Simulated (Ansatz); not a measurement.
Ligand exchange: C2H3Cl2F + Cd(CH3)F → C2H3ClF2 + Cd(CH3)Cl

Species: C2H3Cl2F (1,1-dichloro-1-fluoroethane) `CC(F)(Cl)Cl`, singlet; Cd(CH3)F, singlet; C2H3ClF2 (1-chloro-1,1-difluoroethane) `CC(F)(F)Cl`, singlet; Cd(CH3)Cl, singlet. The partners trade Cl for F: C–Cl and Cd–F bonds give way to C–F and Cd–Cl.

Shapes, held fixed at every level: PBE0-D4/def2-TZVP. Programs: Ansatz 0.2.0. The zero-point and thermal change to 298 K, harmonic and unscaled (PBE0-D4/def2-TZVP), is +2.5 kJ/mol.

```json
{"level": "HF/def2-SVP", "kind": "Hartree–Fock", "ΔH(298 K) (kJ/mol)": "-156.6", "less CCSD(T)/def2-TZVPP": "-52.5"}
{"level": "BHLYP-D4/def2-TZVPP", "kind": "global hybrid", "ΔH(298 K) (kJ/mol)": "-116.1", "less CCSD(T)/def2-TZVPP": "-12.0"}
{"level": "wB97X-V/def2-TZVPP", "kind": "range-separated hybrid", "ΔH(298 K) (kJ/mol)": "-104.8", "less CCSD(T)/def2-TZVPP": "-0.7"}
{"level": "B2PLYP/def2-TZVPP", "kind": "double hybrid", "ΔH(298 K) (kJ/mol)": "-101.6", "less CCSD(T)/def2-TZVPP": "+2.5"}
{"level": "MP2/def2-TZVPP", "kind": "perturbation theory", "ΔH(298 K) (kJ/mol)": "-98.4", "less CCSD(T)/def2-TZVPP": "+5.7"}
{"level": "CCSD(T)/def2-SVP", "kind": "coupled cluster or CI", "ΔH(298 K) (kJ/mol)": "-119.5", "less CCSD(T)/def2-TZVPP": "-15.4"}
{"level": "CCSD/def2-SVP", "kind": "coupled cluster or CI", "ΔH(298 K) (kJ/mol)": "-122.5", "less CCSD(T)/def2-TZVPP": "-18.4"}
{"level": "CCSD(T)/def2-TZVPP", "kind": "coupled cluster or CI", "ΔH(298 K) (kJ/mol)": "-104.1", "less CCSD(T)/def2-TZVPP": "0.0"}
```

The highest level, CCSD(T)/def2-TZVPP, gives ΔH(298 K) = -104.1 kJ/mol; the levels span -156.6 to -98.4. The column of differences is taken from that level and isn't an error. No measured value is set beside it here. For atoms past krypton def2 sets carry core potentials with scalar relativity. Outer-core shells of Cd are correlated in most correlated rows, in sets that cover them unevenly.

Moving fluorine from cadmium to carbon is strongly exothermic at every level, with -104.1 kJ/mol from the highest. Cadmium also binds fluoride more strongly than chloride, but carbon gains more from the exchange. The C–F bond combines good overlap with a large polar contribution, and a second fluorine on the same carbon adds geminal stabilisation through donation from a fluorine lone pair into the neighbouring C–F antibonding orbital. The soft, polarisable Cd(II) centre loses comparatively little by taking chloride.

The sign is secure, the magnitude less so. In the def2-SVP basis, correlation removes a substantial part of the Hartree–Fock exothermicity, while the triples change it only slightly. Enlarging the basis lowers the coupled-cluster exothermicity further, probably because the small set describes the compact, anion-like fluorine on cadmium poorly. The Hartree–Fock offset of -52.5 kJ/mol therefore mixes missing correlation with basis error. The driving force applies to isolated molecules and needn't carry over to condensed phases, where fluoride bridging between cadmium centres could stabilise the reactant side.
